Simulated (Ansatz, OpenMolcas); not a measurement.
# CH5BO2 (SMILES COBO): the energy, rung by rung

CH5BO2 has 9 atoms, charge 0, and is taken as a singlet. SMILES: `COBO`. Geometry: relaxed at PBE0-D4/def2-TZVP. This is one conformer, not always the lowest.

```xyz
9

C     0.2818    0.8019   -1.0574
O    -0.1135    0.4548    0.2510
B    -0.1349   -0.8341    0.6716
O    -0.5246   -1.1185    1.9385
H     0.5681   -0.0798   -1.6376
H     1.1314    1.4864   -1.0062
H    -0.5448    1.3075   -1.5617
H     0.1839   -1.7384   -0.0476
H    -0.7589   -0.3263    2.4322
```

Quantity: the energy change with the C1–H7 bond stretched from 1.092 to 1.256 Å, in eV. The values are calculated.

```csv
level,kind,program,value (eV),CPU time (all runs)
SVWN5/cc-pVDZ (restricted),LDA,OpenMolcas,0.24,54 s
revPBE/cc-pVDZ (restricted),GGA,OpenMolcas,0.24,72 s
r2SCAN/cc-pVDZ (restricted),meta-GGA,Ansatz,0.29,18 s
B3LYP/cc-pVDZ (restricted),global hybrid,OpenMolcas,0.28,68 s
PBE0/cc-pVDZ (restricted),global hybrid,Ansatz,0.30,9.4 s
r2SCAN0/cc-pVDZ (restricted),hybrid meta-GGA,Ansatz,0.33,16 s
CAM-B3LYP/cc-pVDZ (restricted),range-separated hybrid,Ansatz,0.30,11 s
RPA@PBE0/cc-pVDZ (restricted),RPA,Ansatz,0.27,17 s
```

The first shape isn't each level's own minimum. The values span 0.24 to 0.33 eV. CPU times are rough (shared hosts, several kinds of processor and program).

Stretching this methyl C–H bond costs 0.24 eV with both SVWN5 and revPBE, and more at every other level. The bond is still a well-paired σ bond at 1.256 Å, so the cost reflects the shape of the well near its minimum, not bond breaking or strong static correlation.

Exact exchange generally shortens and stiffens covalent bonds. The closest like-for-like pair agrees, rising from 0.29 eV with r2SCAN to 0.33 eV with r2SCAN0. LDA and GGA usually favour a longer C–H bond, so for them the stretch probably begins on the compressed side of the well, which lowers its cost. The values don't climb steadily with the rungs: B3LYP lies just below r2SCAN, and RPA gives 0.27 eV, below the PBE0 value on whose orbitals it is built.

The spread therefore shows sensitivity to the treatment of exchange and correlation, but not which level is most accurate. A single displacement also can't separate a different force constant from a shifted minimum or from anharmonicity.
